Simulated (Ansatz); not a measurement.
Relaxed bulk La, space group P6_3/mmc (No. 194):

```
La
1.0
     3.78255    0.00000    0.00000
    -1.89127    3.27578    0.00000
     0.00000    0.00000   12.03865
La
4
Cartesian
  0.0000 0.0000 0.0000
  0.0000 0.0000 6.0193
  0.0000 2.1839 3.0097
  1.8913 1.0919 9.0290
```

Miller indices refer to the conventional cell of P6_3/mmc (No. 194), a = 3.783 Å, b = 3.783 Å, c = 12.039 Å, α = 90.00°, β = 90.00°, γ = 120.00°.

Consider the (001) slab of 9 planes, 24.1 Å thick with 15 Å of vacuum as cut; outer planes La (top) and La (bottom), all atoms relaxed.

Method: DFT r2SCAN, scalar-relativistic, plane waves, PAW (Ansatz 0.2.0). Cutoff 500 eV; k points 9×9×1 on the computed 9-atom cell (Γ-centred); Gaussian smearing, width 0.10 eV; no spin polarisation. The cell repeats along c with a dipole correction in the vacuum.

Task: Estimate the surface energy (mean of both faces).

Result: 0.74 J/m².

Task: Predict the work function.

Result: 3.21 eV.

Task: The top two planes lie 3.010 Å apart in the bulk. How does relaxation change this?

Result: The spacing becomes 2.850 Å (-5.3 %).

Slabs this thin can still miss converged surface energies by a few hundredths of a J/m² and work functions by about a tenth of an eV.

Spin-orbit coupling is left out, which matters for the bands of heavy elements. The electron density reaches far into the vacuum, where a semilocal potential decays too fast, so work functions are less certain.

Worked out: the slab's 9 atoms lie 1.141 eV above the same atoms in the bulk. Shared over two faces of 12.39 Å² this is 46.1 meV/Å², and 1 eV/Å² is 16.02 J/m², which gives 0.74 J/m². The cut crosses 3 bonds a cell (neighbours within 10 % of the shortest distances), so each costs 0.38 eV on this count. The top spacing shrinks by 5.3 %, as is usual at a metal's surface, where atoms that lost neighbours bind closer to those left; the next one widens by 2.1 %, so the relaxation alternates in sign.

The low surface energy and work function both fit a large, electropositive trivalent metal. Its diffuse 6s and 5d valence electrons are weakly held, and the wide atomic spacing leaves few bonds to cut per unit area. The cost of 0.38 eV per cut bond is well below an equal share of lanthanum's cohesive energy. This is expected because metallic bonding isn't pairwise additive: atoms that lose neighbours strengthen the bonds they keep.

The inward shift of 5.3 % is sizeable for a close-packed face, where the smooth electron density usually leaves little drive for contraction. This suggests that directional 5d bonding strengthens the surface atoms' back bonds.

The work function of 3.21 eV lies somewhat below the accepted polycrystalline value, although a close-packed face would normally lie above such an average. The functional's treatment of the surface dipole, or of the empty 4f states, is a probable cause. With only one orientation computed, neither the anisotropy of the surface energy nor the equilibrium crystal shape follows.
